## Question

In a crystal the allowed energies depend on the wave vector of the electron, and the symmetry of that vector decides which levels must coincide. The six ladders below belong to PdS₂ in a cubic, fluorite-type cell, from one spin-polarised LDA+U calculation. Each gives four levels under the Fermi energy and two over it. "Level under 1" is the nearest below and "level over 1" the nearest above.

Kohn–Sham levels of PdS₂ (Fm-3m, fluorite-type) at points of a 3×3×3 k mesh, in eV from the Fermi energy. Quantum ESPRESSO 7.5, collinear spin-polarised LDA+U (U = 2 eV on Pd d, starting moment 4 μB on Pd), no spin–orbit coupling, GBRV 1.5 LDA ultrasoft pseudopotentials, wavefunction cutoff 612.256 eV, Gaussian smearing 0.05 eV. Candidates: 6, 2, 4, 8, 5, 1.

```
row  level under 4 (eV)  level under 3 (eV)  level under 2 (eV)  level under 1 (eV)  level over 1 (eV)  level over 2 (eV)
  A              -1.107              -0.112              -0.111              -0.111              4.015              4.015
  B              -2.707              -1.609              -0.017              -0.017              5.374              6.611
  C              -3.942              -3.391              -1.989              -1.419              0.366              0.831
  D              -3.712              -3.645              -3.644              -3.451              0.383              0.890
  E              -3.939              -3.817              -3.817              -3.584              0.223              0.739
  F              -4.350              -0.999              -0.998              -0.998              0.096              0.096
```

The candidates are rows 1 and 2, spin up and spin down at the zone centre; row 4, spin down on the line from the centre to L (a body diagonal of the cube); rows 5 and 6, up and down on the line to X (a cube edge); and row 8, spin down on the line to K (a face diagonal). The cell has a net moment of 0.52 μB, with more down than up electrons. Assign the letters and say how sure each assignment is.

## Model answer

**The point.** At the zone centre the full cubic symmetry acts, and levels can be threefold. On the lines to L and X a threefold or fourfold axis remains, with mirror planes through it, and together they still allow pairs. On the line to K only a twofold axis and mirror planes are left, and every level is single unless two meet by accident.

A and F show triplets, so they belong to the centre. B, D and E each contain a pair, which the line to K does not allow. That leaves C for row 8, and its six well-separated levels fit.

Pairs alone do not tell L from X. Two of the three ladders must, however, be the two spins of one point, and D and E are plainly such partners: they have the same pattern, shifted by 0.13 to 0.23 eV. B has a different pattern and is row 4.

**The spin.** Exchange lowers the levels of the majority spin, here down. E lies below D in all six columns, so E is row 6 and D row 5. At the centre, A has a triplet just below the Fermi energy, at −0.11 eV, and F has its counterpart just above, at 0.10 eV, with two of its three members in view. A is therefore the down ladder, row 2, and F is row 1.

**A test by counting.** The moment comes from levels that are filled in one spin and empty in the other. Only two groups qualify: the triplet of A, and the pair of B at −0.017 eV. The up partner of B is not among the six ladders, but if it is shifted upward as D is against E, it lies above the Fermi energy and is empty. The mesh has 27 points, of which one is the centre and eight are equivalent to B's, because a cube has eight directions along its body diagonals.

The pair lies so close to the Fermi energy that the smearing, 0.05 eV wide, fills it only in part. The filling of each level is f = ½[1 + erf(0.017/0.05)] = 0.685, so that

moment = (3 + 8 × 2 × 0.685)/27 = 0.52 μB.

This agrees with the calculated moment within the rounding of B's level, and nothing was fitted. Had B lain on the line to X, with six equivalent points, the sum would be 0.42 μB. With A and F exchanged it would be 0.29 μB. The smearing rule is part of the calculation, so the agreement supports the assignment and does not explain the magnetism.

**Confidence.** The points are sure, and so is the order of A and F. The order of D and E is the least secure: both ladders are filled alike, so the moment cannot test it. It rests on the down levels being lower here too.

## The labels

The rows with their labels:

```
row  level under 4 (eV)  level under 3 (eV)  level under 2 (eV)  level under 1 (eV)  level over 1 (eV)  level over 2 (eV)  level spin
  1              -4.350              -0.999              -0.998              -0.998              0.096              0.096          up
  2              -1.107              -0.112              -0.111              -0.111              4.015              4.015        down
  3              -4.072              -2.582              -2.582              -1.437              0.165              0.166          up
  4              -2.707              -1.609              -0.017              -0.017              5.374              6.611        down
  5              -3.712              -3.645              -3.644              -3.451              0.383              0.890          up
  6              -3.939              -3.817              -3.817              -3.584              0.223              0.739        down
  7              -3.763              -3.251              -1.788              -1.296              0.535              0.974          up
  8              -3.942              -3.391              -1.989              -1.419              0.366              0.831        down
```

A is row 2, B row 4, C row 8, D row 5, E row 6 and F row 1. Rows 7 and 8 support the weakest step, since there too the down levels are lower in all six columns. The printed analysis below gives the spacings, the shifts and the count.

## Remarks on the reasoning

One possible mistake is to subtract equal columns in rows 1 and 2. For "level over 1" this gives a splitting of 3.9 eV, but the two entries belong to different bands, because the Fermi energy cuts the two ladders at different places. Matching triplet with triplet gives 0.1 to 0.2 eV, the same size as in D and E.

A second mistake is to read the 1.1 eV between the filled and empty levels of F as a gap for spin up. The up spin holds 13.74 electrons per cell, and a number that is not whole means that its bands cross the Fermi energy between the mesh points. The moment is equally tied to the mesh, since most of it comes from one partly filled pair. A finer mesh could change it noticeably, and another starting moment, or other starting occupations of the Pd d shell, could lead to another magnetic state, so this one is not shown to be the ground state.

The multiplicities carry over to other crystals of the same space group treated without spin–orbit coupling, whatever their energies. Stretching the crystal along one edge of the cube would split the triplets into a pair and a single level. The layered PdS₂ studied for transistor channels has another structure, and these ladders say nothing about its gap.

Printed output of the fit:

```
Spacings from the lowest level upward (eV) and number of coincidences:
  row  first  second  third  across_Fermi   last  coincidences
    1  3.351   0.001      0         1.094      0             3
    2  0.995   0.001      0         4.126      0             3
    3   1.49       0  1.145         1.602  0.001             2
    4  1.098   1.592      0         5.391  1.237             1
    5  0.067   0.001  0.193         3.834  0.507             1
    6  0.122       0  0.233         3.807  0.516             1
    7  0.512   1.463  0.492         1.831  0.439             0
    8  0.551   1.402   0.57         1.785  0.465             0
Row above less this row, equal columns (eV), up less down only in rows 2 4 6 8:
  row  under4  under3  under2  under1   over1   over2
    2  -3.243  -0.887  -0.887  -0.887  -3.919  -3.919
    3   2.965    2.47   2.471   1.326    3.85   3.849
    4  -1.365  -0.973  -2.565   -1.42  -5.209  -6.445
    5   1.005   2.036   3.627   3.434   4.991   5.721
    6   0.227   0.172   0.173   0.133    0.16   0.151
    7  -0.176  -0.566  -2.029  -2.288  -0.312  -0.235
    8   0.179    0.14   0.201   0.123   0.169   0.143
Zone centre, lower triplet, up less down (eV): 0.109
Zone centre, triplet at the Fermi energy, up less down (eV): 0.207
Line to L, deep pair, up less down (eV): 0.125
Line to L, single level, up less down (eV): 0.172
Line to L, pair at the Fermi energy, up less down (eV): 0.182
Filling of each level of the row 4 pair: 0.6847
Moment from the triplet at the zone centre (muB): 0.1111
Moment from the pair at eight equivalent points (muB): 0.4057
Sum of both, size of the moment (muB): 0.5169
Same sum if the pair lay on the line to X, six equivalents (muB): 0.4154
Same sum if the spins at the zone centre were exchanged (muB): 0.2946
Size of the computed cell moment (muB): 0.5178
Change of the sum for 0.0005 eV rounding of the pair (muB): 0.002978
Apparent up-spin gap on the mesh, both edges in row 1 (eV): 1.094
Electrons in the up spin per cell: 13.74
```
